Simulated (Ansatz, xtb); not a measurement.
Two isomers of C3H6BCl

Structure X: `BC1(Cl)CC1`, a singlet. Structure Y: `B[C@@H]1C[C@H]1Cl`, a singlet. Both are isolated molecules in the gas phase, relaxed with PBE-D3(BJ)/def2-SVP; the shapes shown needn't be the lowest conformers.

X (Å):

```xyz
11

C     0.4738    0.4482   -0.8295
C    -0.4509    1.6624   -0.6009
C    -0.9673    0.5081   -1.3782
B     0.7669   -0.4793    0.3551
Cl    1.7592    0.6991   -2.0565
H    -0.1238   -0.6324    1.1733
H     1.8296   -1.0471    0.4954
H    -0.8124    1.8376    0.4239
H    -0.1467    2.5647   -1.1524
H    -1.0242    0.6038   -2.4729
H    -1.7096   -0.1676   -0.9264
```

Y (Å):

```yaml
atoms:
  - { symbol: C, position_ang: [0.0486, 0.0817, -0.2264] }
  - { symbol: C, position_ang: [0.2795, 0.2787, -1.7458] }
  - { symbol: C, position_ang: [-0.9867, 0.7533, -1.1543] }
  - { symbol: B, position_ang: [0.7786, 0.9840, 0.7779] }
  - { symbol: Cl, position_ang: [-2.4960, -0.1118, -1.4771] }
  - { symbol: H, position_ang: [1.0988, 0.5885, 1.8830] }
  - { symbol: H, position_ang: [1.0387, 2.1328, 0.4579] }
  - { symbol: H, position_ang: [-0.2272, -0.9502, 0.0455] }
  - { symbol: H, position_ang: [1.0216, 1.0268, -2.0650] }
  - { symbol: H, position_ang: [0.2426, -0.6380, -2.3532] }
  - { symbol: H, position_ang: [-1.1642, 1.8323, -1.0349] }
```

Question: Which of the two would you expect CCSD(T)/def2-SVP + ΔMP2/def2-TZVPP electronic energies to favour?

Answer: Too close to call at this level: CCSD(T)/def2-SVP + ΔMP2/def2-TZVPP gives E(Y) − E(X) = +2.99 kJ/mol.

The same difference at several levels:

| level | geometry | E(Y) − E(X) (kJ/mol) | departure from the last row (kJ/mol) | job, with rough time for the two |
| --- | --- | --- | --- | --- |
| GFN2-xTB | GFN2-xTB | +5.37 | +2.38 | optimisation, 0.26 s |
| HF/STO-3G | GFN2-xTB | +5.05 | +2.06 | single point, 0.48 s |
| r2SCAN-D4/def2-SVP | GFN2-xTB | +2.09 | −0.91 | single point, 3.4 s |
| PBE-D3(BJ)/def2-SVP | PBE-D3(BJ)/def2-SVP | +1.25 | −1.75 | optimisation, 25 s |
| HF/def2-SVP | PBE-D3(BJ)/def2-SVP | +1.87 | −1.13 | part of the CCSD(T) run |
| MP2/def2-SVP | PBE-D3(BJ)/def2-SVP | +3.01 | +0.01 | part of the CCSD(T) run |
| CCSD(T)/def2-SVP | PBE-D3(BJ)/def2-SVP | +3.35 | +0.36 | single point |
| CCSD(T)/def2-SVP + ΔMP2/def2-TZVPP | PBE-D3(BJ)/def2-SVP | +2.99 |  | single point, 27 s |

As drawn, both hold the same kinds of bond in the same numbers.

The largest departure from CCSD(T)/def2-SVP + ΔMP2/def2-TZVPP is that of GFN2-xTB, 2.38 kJ/mol. The last row adds to CCSD(T) the change of the MP2 difference between the two basis sets, here −0.36 kJ/mol.

With harmonic frequencies from PBE-D3(BJ)/def2-SVP (ideal gas, rigid rotor, one conformer each, 298.15 K, 1 atm): on the last row, ΔE + ΔZPE = +4.14, ΔH = +4.03, ΔG = +3.82 kJ/mol.

The correlated steps freeze 9 core orbitals. Mirror images aren't counted in ΔG. Programs: Ansatz 0.2.0, xtb 6.7.1; the last row on 2 threads of Intel(R) Xeon(R) Platinum 8259CL CPU @ 2.50GHz (Skylake/Cascade Lake) on a shared host.

Every level places X slightly below Y, but the gap is too small to establish a firm preference. The near-balance makes chemical sense: both isomers keep the strained three-membered ring and a three-coordinate boron with an empty p orbital. In both geometries that orbital lies parallel to the opposite ring bond, the bisected arrangement in which the cyclopropane Walsh orbitals donate best into boron. Moving chlorine therefore leaves the main electronic stabilisation largely intact.

The small remainder probably reflects competing substituent effects. Chlorine beside boron can offer it some lone-pair density through space, whereas chlorine on the neighbouring carbon draws density from the ring bonds that feed boron. Correlation modestly increases the lead of X over the Hartree–Fock value in the same basis, and zero-point energy acts in the same direction. Y is the trans isomer, so the comparison doesn't settle where its cis counterpart would fall.
